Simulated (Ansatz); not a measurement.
**Ligand exchange: Si(CH3)3F + CH5N → Si(CH3)3(NH2) + CH3F**

Gas-phase species: Si(CH3)3F (trimethylsilyl fluoride), singlet; CH5N (methylamine) `CN`, singlet; Si(CH3)3(NH2), singlet; CH3F (fluoromethane) `CF`, singlet. The partners trade F for NH2: Si–F and C–NH2 bonds give way to Si–NH2 and C–F.

Shapes, held fixed at every level: PBE0-D4/def2-TZVP. Flexible molecules stand in one conformer, not always the lowest. Programs: Ansatz 0.2.0. The zero-point and thermal change to 298 K, harmonic and unscaled (PBE0-D4/def2-TZVP), is -3.3 kJ/mol.

```
               level                   kind  ΔH(298 K) (kJ/mol)  less CCSD(T)/CBS estimate
    SPW92/def2-TZVPP                    LDA              +105.8                       -2.8
   PBE-D4/def2-TZVPP                    GGA              +102.5                       -6.1
 B3LYP-D4/def2-TZVPP          global hybrid              +103.8                       -4.8
 BHLYP-D4/def2-TZVPP          global hybrid              +106.6                       -2.0
   B2PLYP/def2-TZVPP          double hybrid              +109.0                       +0.4
    CCSD(T)/def2-SVP  coupled cluster or CI              +108.3                       -0.3
  CCSD(T)/def2-TZVPP  coupled cluster or CI              +107.0                       -1.6
CCSD(T)/CBS estimate  coupled cluster or CI              +108.6                        0.0
```

The highest level, CCSD(T)/CBS estimate, gives ΔH(298 K) = +108.6 kJ/mol; the levels span +102.5 to +109.0. The column of differences is taken from that level and isn't an error. No measured value is set beside it here. The CBS estimate extrapolates MP2 from def2-TZVPP and def2-QZVPP and adds CCSD(T) − MP2 in the triple-zeta set, cores frozen.

The exchange is strongly endothermic at every level, so fluorine prefers silicon and the amino group is better left on carbon. Both Si–F and C–F bonds are stronger than their nitrogen counterparts, but the advantage of fluorine is much larger at silicon. Silicon is more electropositive than carbon, which gives Si–F a large ionic contribution, and its larger, more polarisable shell probably adds some stabilisation through donation from fluorine lone pairs into σ* orbitals on silicon. Nitrogen donates in the same way in the silylamine, but this doesn't make up for the lost Si–F bond.

Because bond types are exchanged rather than bonds lost, much of the error should cancel, and even LDA lies close to the coupled-cluster result. The near agreement of CCSD(T)/def2-SVP with the CBS estimate is probably fortuitous, since the triple-zeta value lies further away. The reverse reaction is thus clearly favoured in enthalpy, but whether it would proceed at a useful rate depends on a barrier that reaction enthalpies don't reveal.
